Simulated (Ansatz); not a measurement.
# Swapping OH for F on Sn: the mean Sn–F bond length

On one Sn centre, n of the OH ligands are replaced by F. The mean Sn–F bond length y in Å at PBE0-D4/def2-TZVP. The shapes are optimised at that level. Flexible molecules stand in one conformer. Programs: Ansatz 0.2.0.

| molecule | n | y (Å) |
| --- | --- | --- |
| Sn(OH)3F | 1 | 1.908 |
| Sn(OH)2F2 | 2 | 1.899 |
| Sn(OH)F3 | 3 | ? |
| SnF4 | 4 | 1.876 |

**Question.** Fit y = c + s·n to the known rows and predict Sn(OH)F3.

**Answer.** 
1. Means of the 3 rows: n = 2.33333, y = 1.8943.
2. Σ(Δn)² = 4.6667, Σ(Δn·Δy) = -0.050333, so the slope is -0.050333/4.6667 = -0.010786.
3. Intercept: 1.8943 − (-0.010786) × 2.33333 = 1.9195. The largest residual of the fit is 0.0011.
4. Sn(OH)F3: 1.9195 + (-0.010786) × 3 = 1.887 Å.

The run gave 1.885 Å, so the prediction is off by +0.002 Å, more than the largest residual. The steps per swap are -0.009, -0.014, -0.009 Å. For atoms past krypton def2 sets carry core potentials with scalar relativity.

The mean Sn–F bond shortens with every OH replaced by F, from 1.908 Å in Sn(OH)3F to 1.876 Å in SnF4. Fluorine is more electronegative than the oxygen of OH and a weaker π donor, so each swap leaves tin(IV) more positive and contracts its acceptor orbitals, strengthening the polar attraction to the fluorides already present. Bent's rule points the same way: as OH ligands give way to F, competition for tin p character grows and each remaining Sn–F bond keeps more s character.

The near-linear course suggests that the ligands act almost additively, but the larger middle step shows that a constant increment is only an approximation. Changes in OH orientation, with weak O–H···F contacts that lengthen particular Sn–F bonds, probably contribute to this unevenness. The trend belongs to isolated four-coordinate molecules and shouldn't be carried over to solid tin(IV) fluoride, where fluoride bridges raise the coordination number and lengthen the bridging bonds.
